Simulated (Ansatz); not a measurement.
# Non-bridging oxygen, Si–O length and gap in twelve modified silicate glasses from local and semilocal DFT

A portable light sensor needs a clear glass cover, 1.5 mm thick, that can be pressed to shape at moderate temperature. Modifier oxides soften a silicate by cutting its network, but too many cuts leave little network to hold the part together. The brief therefore asks for 2.5 to 3.0 bridges per SiO₄ tetrahedron, a mass of at most 4.0 kg/m² and transparency down to 400 nm. Among the glasses that pass, the one with the least alkali per Si is preferred, because alkali ions leach out in damp air and carry leakage currents.

The calculations give the share of non-bridging oxygen among all O atoms, the mean Si–O distance, the density and the Kohn–Sham gap. Composition is measured by $x$, the modifier charge per Si atom. Softening itself is not shown in the table; the number of bridges stands in for it.

## Method

12 cells of 83 to 165 atoms: silicate glasses. Each cell is one sample melted and quenched with a published classical potential. The atoms, and where the column says so the cell, were then relaxed in DFT, and the structure was counted on the relaxed geometry. Ansatz 0.2.0: Kohn-Sham DFT, PAW potentials, plane waves, k-points Γ alone, no spin polarisation, no spin-orbit coupling, no Hubbard term. Occupations are fixed or smeared by 0.025 eV. Cutoff 420 eV. Neighbours are counted within fixed distances to O: Si 2.0 Å. Modifiers are the alkali, alkaline-earth and Zn cations present, at their formal charges.

Notes on method and selection:

- The topology comes mostly from the classical quench, many orders faster than in the laboratory; a relaxation breaks or makes few bonds.
- One cell of this size holds few atoms of each minor kind, so shares move in steps and scatter from sample to sample.
- The gap is read on the run's k-points alone.
- Semilocal functionals tend to put gaps under measured ones.
- In disordered cells the gap varies from sample to sample, and tail or defect states can set it.
- All functionals use one PAW set, generated with PBE; the run remakes the frozen core for its functional but keeps PBE's partial waves, which adds an error of its own under other functionals.
- The rows are a selection of cells: runs that didn't converge, ended by direct minimisation or differ in other settings are left out.
- Runs that did not converge, have known faults or may not be shown are not listed, and runs on Ansatz's PAW sets soft_1 and soft_2 are kept to separate tables.

Columns:

- modifier per former: formal charge of the modifier cations over atoms of Si.
- Si coordination: mean number of O within 2.0 Å of Si.
- density (g/cm³): mass density of the cell.
- level: functional; cell where the cell was relaxed too.
- non-bridging share: share of O atoms with fewer than two neighbours among Si (non-bridging or free).
- Si-O length (Å): mean Si-O distance within that cutoff.
- gap (eV): Kohn-Sham gap: lowest empty less highest filled level over the k-points of the run.

Input lines of one member:

```
kpoints:
  mp_grid: { grid: [1, 1, 1] }
hamiltonian:
  xc: pbe
scf:
  occupations: { method: fixed }
relax:
  f_tol: 0.05
  max_steps: 150
  cell: {}
```

Command (options for logging and memory left out): `ansatz run input.yaml --threads 4 --backend cpu`

## The series

```
member                                       modifier per former  Si coordination  density (g/cm³)  level         non-bridging share  Si-O length (Å)  gap (eV)
glassy 89SiO2-11BaO, 165 atoms               0.235                4.000            2.658            RPBE          0.111               1.6376           4.052
glassy 85SiO2-15Na2O, 141 atoms              0.350                4.050            2.519            PBEsol, cell  0.138               1.6369           3.453
glassy 74SiO2-7MgO-10SrO-10ZnO, 115 atoms    0.710                4.000            2.760            PBE           0.288               1.6382           2.740
glassy 72SiO2-16K2O-12SrO, 92 atoms          0.783                4.000            2.405            revPBE, cell  0.327               1.6515           2.732
glassy 69SiO2-9K2O-9ZnO-12BaO, 89 atoms      0.909                4.000            2.969            PBE           0.370               1.6419           3.789
glassy 63SiO2-10K2O-17ZnO-10CaO, 142 atoms   1.152                4.000            2.710            PBE, cell     0.435               1.6453           2.757
glassy 62SiO2-38Na2O, 96 atoms               1.200                4.000            2.463            PBE, cell     0.462               1.6460           2.629
glassy Na2MgSi3O8, 126 atoms                 1.333                4.000            2.535            PBE, cell     0.486               1.6448           3.307
glassy 58SiO2-11Na2O-13BaO-18CaO, 102 atoms  1.455                4.000            3.062            LDA           0.517               1.6314           3.168
glassy 50SiO2-21ZnO-29CaO, 140 atoms         2.000                4.036            3.186            PBEsol, cell  0.655               1.6416           3.407
glassy 47SiO2-23SrO-30Li2O, 119 atoms        2.300                4.000            2.914            PBE           0.698               1.6521           3.506
glassy 44SiO2-56MgO, 83 atoms                2.533                4.000            2.656            RPBE, cell    0.714               1.6546           3.262
```

Least-squares fits to the whole series, with x = modifier per former; R² and errors in the fitted variable (y, or ln y where the fit is in ln y):

```
y                   members  fit                     R²    rms residual  leave-one-out rms  the same for the mean of the others
non-bridging share  12       y = 0.09883 + 0.2684 x  0.96  0.036         0.048              0.21
Si-O length (Å)     12       y = 1.637 + 0.005271 x  0.31  0.0055        0.0064             0.0073
```

## Mechanism

The non-bridging share $s$ rises at every step of the series, from 0.111 at $x=0.235$ to 0.714 at $x=2.533$. The cause is a balance of charge and bonds. Neutrality requires $2+x/2$ oxygens per Si. If every Si has four O neighbours, the oxygens together lack $x$ Si neighbours per Si atom for each O to have two. When each missing neighbour falls on a different oxygen,

$$s=\frac{x}{2+x/2}=\frac{2x}{4+x}.$$

This expression has no fitted constant. Its rms miss over the twelve rows is about 0.023, against 0.21 when each row is guessed from the mean of the others. The curve flattens because each modifier oxide also brings oxygen of its own. The slope is (0.462 − 0.111)/(1.200 − 0.235) = 0.364 from the barium glass to the sodium-rich one, and (0.714 − 0.462)/(2.533 − 1.200) = 0.189 from there to the magnesium glass, whose free oxygen (see below) lowers the second slope further.

For the Si–O length, the straight line through all rows predicts a left-out row hardly better than the mean does, and the rows mix five functionals. The six PBE rows do suggest a slight lengthening, (1.6521 − 1.6382)/(2.300 − 0.710) = 0.0087 Å per unit of $x$, with one small step back at $x=1.333$. Bonds to non-bridging oxygen are known to be shorter than bridging ones, while the remaining bridging bonds stretch; the two effects largely cancel in the mean.

The gap follows no order in $x$, even within PBE. Lone-pair levels of non-bridging oxygen lie high in the valence band, so cutting a fully bridged network should narrow the gap. Once many such oxygens are present, the band edge can depend on the worst-placed few. In several of these glasses the gap widened when the quenched structure was relaxed, which shows how strongly local geometry acts on it.

## Exceptions

Largest departures from the fit to the whole series:

```
member                           non-bridging share  fit    computed − fit  in rms residuals
glassy 44SiO2-56MgO, 83 atoms    0.714               0.779  −0.065          1.8
glassy 85SiO2-15Na2O, 141 atoms  0.138               0.193  −0.055          1.5
glassy 89SiO2-11BaO, 165 atoms   0.111               0.162  −0.051          1.4
glassy 62SiO2-38Na2O, 96 atoms   0.462               0.421  +0.041          1.1
```

Two of the four large departures from the straight line come from the line itself. The barium glass and the sodium-rich glass both lie on the curved expression to within rounding.

The other two have a structural part. For the sodium-poor glass the expression gives 2 × 0.350 / (4 + 0.350) = 0.161, so more than half of its departure also comes from the straight line. The rest is structural: the mean Si coordination is 4.050, and the extra Si–O contacts turn some non-bridging oxygens into bridges. In the magnesium glass the expression gives 0.775 against 0.714 counted. With 49 oxygens in the cell, the shortfall is (0.775 − 0.714) × 49 = 3.0 atoms, so at least three oxygens have no Si neighbour at all. Small, doubly charged Mg may favour such free oxygen, but the fast classical quench may also have left it there, and one cell cannot fix its amount.

The shortest Si–O length, 1.6314 Å, belongs to the only LDA row and fits that functional's usual overbinding. The gaps of the K-Zn-Ca, K-Sr, barium and sodium-poor glasses deserve extra caution, since the program warned of a rough exchange-correlation potential where the density is thin.

## Choosing a member

Each bridging oxygen serves two tetrahedra, so the number of bridges per tetrahedron is

$$b=2(1-s)\left(2+\tfrac{x}{2}\right)=(1-s)(4+x),$$

provided no oxygen has three Si neighbours. The five glasses with $x\le 0.909$ have too many bridges, the lowest count among them being (1 − 0.370) × (4 + 0.909) = 3.09. The three with $x\ge 2.000$ have too few, the highest being (1 − 0.655) × (4 + 2.000) = 2.07. Four remain:

- K-Zn-Ca: (1 − 0.435) × (4 + 1.152) = 2.91
- sodium-rich: (1 − 0.462) × (4 + 1.200) = 2.80
- Na₂MgSi₃O₈: (1 − 0.486) × (4 + 1.333) = 2.74
- Na-Ba-Ca: (1 − 0.517) × (4 + 1.455) = 2.63

The mass per area is $m=\rho t$. With $t$ = 1.5 mm and $\rho$ in g/cm³, $m=1.5\,\rho$ in kg/m². This gives 1.5 × 2.710 = 4.065 for K-Zn-Ca, 1.5 × 2.463 = 3.69 for the sodium-rich glass, 1.5 × 2.535 = 3.80 for Na₂MgSi₃O₈ and 1.5 × 3.062 = 4.59 for Na-Ba-Ca. The last value rests on the density of the starting cell, but it is far over the limit. The other three are PBE results with relaxed cells and can be compared directly.

Transparency is tested with $\lambda=hc/E$, where $hc$ = 1240 eV nm. Taken at face value, the gap of the sodium-rich glass would make it absorb below 1240/2.629 = 472 nm and look yellow, whereas silicates of these modifiers without colouring ions are colourless. Because semilocal gaps come out too low, they cannot be used to reject any glass here, and the 400 nm demand is taken as met by all four.

The pick is Na₂MgSi₃O₈, with 2/3 = 0.67 Na per Si. The runner-up is the sodium-rich glass, with 1.20.

PBE tends to give densities too low, by roughly 3 %. Raising the pick by that much gives 3.80 × 1.03 = 3.91 kg/m², still within the limit. Its bridge count is also safe: without free oxygen it would be 4 − 1.333 = 2.67.

The K-Zn-Ca glass could overturn the choice. It has only about 0.3 K per Si and, as computed, misses the mass limit by under 2 %. The same density correction, however, puts it at 4.065 × 1.03 = 4.19 kg/m², roughly 5 % over. It would pass and win only if further quenches gave a mean density lower by about that much.

## What to take away

Between $x=0.235$ and $x=2.533$ the non-bridging share can be estimated from composition alone. At $x=2.000$, for example, $2x/(4+x)$ gives 2 × 2.000 / (4 + 2.000) = 0.667, against 0.655 counted. Beyond rounding, the misses all go one way: free oxygen and five-coordinated Si both lower the count.

The Si–O length changes so little that functionals must not be mixed when it is compared. The gap needs several quenches per composition before any trend can be read, and this selection holds one cell of each glass.

The largest omitted effect is the semilocal gap error. It places these gaps too low by roughly 2 eV or more, which exceeds the whole spread of the table, 4.052 − 2.629 = 1.423 eV.

[Logs are printed without paths, hosts, clocks, repeated set-up lines and the standing remarks that a program may print on its own settings, such as how far it seeks lower states.]
